Band gap of GaAs (2-atom cell) against the plane-wave cutoff in Ry, taken on a 3×3×3 k mesh from the Quantum ESPRESSO LDA states that underlie a Yambo 5.3.0 Bethe-Salpeter calculation. PseudoDojo 0.4.1 SR LDA standard potentials, without spin polarisation or spin-orbit coupling.

| sweep value | gap (eV) |
| --- | --- |
| 28 | 0.000 |
| 36 | 0.000 |
| 44 | 0.000 |
| 56 | 0.199 |
| 68 | 0.235 |
| 80 | 0.236 |
| 96 | 0.236 |

The sweep value is the plane-wave cutoff $E$ in Ry, the highest kinetic energy of the waves from which the orbitals are built. The gap is that of the bands which Quantum ESPRESSO gives in the local density approximation, and on which the Yambo calculation rests. At the upper end of the table the gap no longer responds to it and stays at 0.236 eV. At the lower end, up to 44 Ry, there is no gap at all, and the semiconductor GaAs looks like a metal. Both ends are flat, but the lower one merely because a closed gap counts as zero, however large the error. A rule for the gap therefore has to say how fast the error dies out as the cutoff rises, and where the error becomes large enough to close the gap.

The upper end is the easier one to explain. A sharply localised orbital contains waves of short wavelength, and these have high kinetic energy. Once the cutoff lies above nearly all of them, a further increase adds almost nothing. What counts is how quickly the part left out shrinks as the cutoff rises.

An electron in a harmonic well shows this in its simplest form. Its ground state is a Gaussian, $e^{-r^2/2\sigma^2}$ with length $\sigma$, and the weight of a wave with wave number $k$ in it falls as $e^{-k^2\sigma^2}$. With lengths in bohr and energies in Ry, $k^2$ is the kinetic energy itself. The weight beyond the cutoff thus falls roughly as $e^{-E\sigma^2}$, so that equal steps in cutoff divide it by equal factors. The analogy supplies this exponential form, but not the size of the error in a solid, whose orbitals are not exact Gaussians.

In GaAs the orbitals most likely to suffer are the 3d shells of gallium and arsenic, which are treated here together with the valence electrons. With too few waves they cannot contract as they should, and their energy comes out too high. They then lie closer to the p-like top of the valence band, and two levels that mix repel each other more strongly the closer they are. This pushes the valence top up. The s-like bottom of the conduction band does not mix with d states at the zone centre, by symmetry, but it should feel them in another way. A d shell that is too wide screens the nucleus less well, and an s electron, which comes close to the nucleus, is then bound more tightly. Both effects narrow the gap. They are argued from theory, and the outputs do not tell how much each contributes; the gaps themselves show only that waves of high kinetic energy are needed.

As long as the d shells are only slightly disturbed, the gap should respond in proportion and roughly inherit the exponential. Let $\Delta$ be the shortfall, that is, how far the gap lies below its value at 96 Ry. The rule of thumb is

$$\Delta(E)\approx 40\ \text{meV}\times 10^{-(E-56)/8}.$$

In words, the gap is 40 meV too small at 56 Ry, and each further 8 Ry makes the error ten times smaller. If $\Delta$ exceeds the converged gap, the gap is closed. The two constants are rounded from the rows at 56 and 68 Ry, and the row at 96 Ry serves as the limit.

The row at 80 Ry had no part in setting the constants and can be worked in full. It lies 24 Ry above the starting point, which is three steps of 8 Ry. The 40 meV are divided by ten three times, which leaves 0.04 meV. Subtracted from the converged gap, this changes nothing in the third decimal, so the estimate is 0.236 eV, as in the table. This tests little, since any shortfall up to 0.4 meV would round to the same gap. The finer output gives a shortfall of 0.01 meV, smaller than the estimate, but that is a single unit of its last digit.

The row at 44 Ry, also unused, takes the rule in the other direction. It lies 12 Ry below the starting point, or one and a half steps, and the error grows by a factor of about 30. The estimated shortfall is then more than 1 eV, several times the whole converged gap, so the gap should be closed, and it is. This is a mild test, because any shortfall larger than the gap would give the same zero.

Where the gap is open, the rule stays within about 3 meV of the computed value. The largest miss is at 56 Ry, where the computed shortfall of 37 meV was rounded up to 40 meV. Three of the four rows with an open gap entered the rule, so this accuracy mostly reflects fit and rounding. A steep power law through the same two rows would serve nearly as well, since at 80 Ry the two forms differ by less than 0.1 meV. The exponential is preferred for its physical reason, not because the table singles it out. The printed output after this text compares the rule with every row.

The rule can also be turned round to choose a cutoff. To bring the error from 40 meV down to 10 meV takes a factor of four, which is 0.6 of a tenfold step, or about 5 Ry. The estimate is therefore 61 Ry, and the next cutoff in the table, 68 Ry, does meet the bound. Because the dependence is logarithmic, a stricter demand costs little: a tenfold smaller error needs only another 8 Ry.

The step of 8 Ry is compatible with the suspicion against the 3d shells but cannot prove it, since it comes from two rows only and depends also on how smooth the potentials are made. In the Gaussian picture a tenfold drop takes $\ln 10/\sigma^2$, which puts $\sigma$ at about half a bohr. That is the scale of a compact 3d shell, whereas the s and p orbitals that form the bonds are a few times wider. An orbital twice as wide would need only a quarter of the step. For a neighbouring case, the first things to ask are therefore how compact the tightest orbital among the treated electrons is and how smooth its potential has been made.

The rule ends where the gap closes, which it places near 50 Ry, between two rows of the table. Below that, the shortfall is no longer a small correction, and the formula soon gives absurd values, beyond 100 eV at 28 Ry. The only sound reading there is that the calculation has failed. The zeros are products of the cutoff and no property of GaAs.

Such a failure can hide behind a plausible number. In the same calculations the lowest exciton energy, that of the first electron-hole excitation, settles at 1.18 eV. This is nearly 1 eV above the gap in the table; the outputs do not show why, and the difference must not be read as a binding energy. At 28 Ry it is 1.09 eV, which looks nearly converged, yet at 44 Ry it is 1.83 eV. The near agreement at the lowest cutoff is an accident, and the closed gap in that row gives it away.

Even at 96 Ry the rule measures only the distance to the end of this one sweep. The measured gap of GaAs is roughly 1.5 eV, far above the converged 0.236 eV, and much of that difference is the well-known underestimate of gaps by the local density approximation. Spin-orbit coupling, left out here, would lower the computed gap further, and a denser k mesh could shift it as well. More plane waves remove only the error due to the cutoff.

Output of the analysis:

```
Gap by the rule and by the calculation:
  row  computed gap eV  rule gap eV  rule less computed meV
   28                0            0                       0
   36                0            0                       0
   44                0            0                       0
   56           0.1991       0.1959                   -3.12
   68           0.2346       0.2347                 0.08509
   80           0.2359       0.2359                   -0.03
   96           0.2359       0.2359                 -0.0004
Shortfall against 96 Ry (closed rows give only a lower bound):
  row  computed meV  rule meV
   28         235.9    126491
   36         235.9     12649
   44         235.9      1265
   56         36.88        40
   68          1.35     1.265
   80          0.01      0.04
   96             0    0.0004
Factor by which the gap shortfall drops from 56 to 68 Ry: 27.32
Cutoff step for a tenfold smaller gap shortfall, unrounded, Ry: 8.354
Largest miss of the rule over all rows, meV: 3.12
Cutoff at which the rule closes the gap, Ry: 49.83
Cutoff for a shortfall of 50 meV by the rule, Ry: 55.22
Cutoff for a shortfall of 10 meV by the rule, Ry: 60.82
Cutoff for a shortfall of 1 meV by the rule, Ry: 68.82
Gaussian length implied by the slope, order of magnitude, bohr: 0.5365
Exponent of the rival power law: 17.04
Shortfall at 80 Ry by the power law, meV: 0.08471
Shortfall of the lowest exciton energy at 56 Ry, meV: 46.22
Shortfall of the lowest exciton energy at 68 Ry, meV: 1.299
Cutoff step for a tenfold smaller exciton shortfall, Ry: 7.736
```
